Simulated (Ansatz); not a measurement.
# A correction line for wB97M-V/def2-TZVPP: vertical ionisation energy

The vertical ionisation energy (cation less neutral) in eV of 6 fluorocarbon molecules: x at wB97M-V/def2-TZVPP, y at CCSD(T)/def2-TZVPP. Shapes, held fixed at every level: PBE0-D4/def2-TZVP. Flexible molecules stand in one conformer, not always the lowest. Programs: Ansatz 0.2.0.

| molecule | x (eV) | y (eV) |
| --- | --- | --- |
| C5H6F2 (SMILES FC1=CCCC1F) | 9.67 | 9.91 |
| C4H3F5 (SMILES C/C(F)=C(\F)C(F)(F)F) | 10.18 | 10.41 |
| C2H2F2 (vinylidene fluoride) | 10.41 | ? |
| C4H3F5 (SMILES FC1CC(F)(F)C1(F)F) | 11.69 | 11.91 |
| C4H3F5 (SMILES FC1C(F)C(F)(F)C1F) | 11.73 | 11.93 |
| C4H6F4 (SMILES FCC(F)C(F)CF) | 11.94 | 12.19 |

Fit y = c + s·x to the known rows and predict y for C2H2F2.


1. Means of the 5 rows: x = 11.0420, y = 11.270.
2. Σ(Δx)² = 4.3251, Σ(Δx·Δy) = 4.3022, so the slope is 4.3022/4.3251 = 0.99471.
3. Intercept: 11.270 − (0.99471) × 11.0420 = 0.286. The largest residual of the fit is 0.027.
4. C2H2F2: 0.286 + 0.99471 × 10.41 = 10.64 eV.

CCSD(T)/def2-TZVPP gives 10.55 eV, so the prediction is off by +0.09 eV, more than the largest residual. Uncorrected, wB97M-V/def2-TZVPP misses it by -0.14 eV, and the other rows by 0.23 on average. The line overshoots: the miss goes from -0.14 to +0.09. Left out in turn, the other rows are missed by 0.02 eV on average, so the withheld one doesn't follow the line. Cations run unrestricted.

The fitted slope is close to one, so the line is in effect a constant upward shift, and it fails for vinylidene fluoride because that molecule needs a smaller shift than the rest. Extrapolation is not to blame, since its x value lies inside the fitted range. Nor is π ionisation as such: the two other alkenes need much the same shift as the saturated molecules. What sets vinylidene fluoride apart is its small size and a C=C bond without alkyl substituents, so the hole has less framework to spread over, which probably reduces the functional's underestimate.

The ionisation energies themselves follow orbital character. The three alkenes lie lowest because an electron leaves the C=C π orbital, whereas the saturated molecules must ionise from more tightly bound σ orbitals or fluorine lone pairs. Among the alkenes, alkyl donation favours the cyclopentene, while the trifluoromethyl group holds the butene's π electrons more tightly. With only one molecule withheld, the effect of size can't be separated from that of substitution.
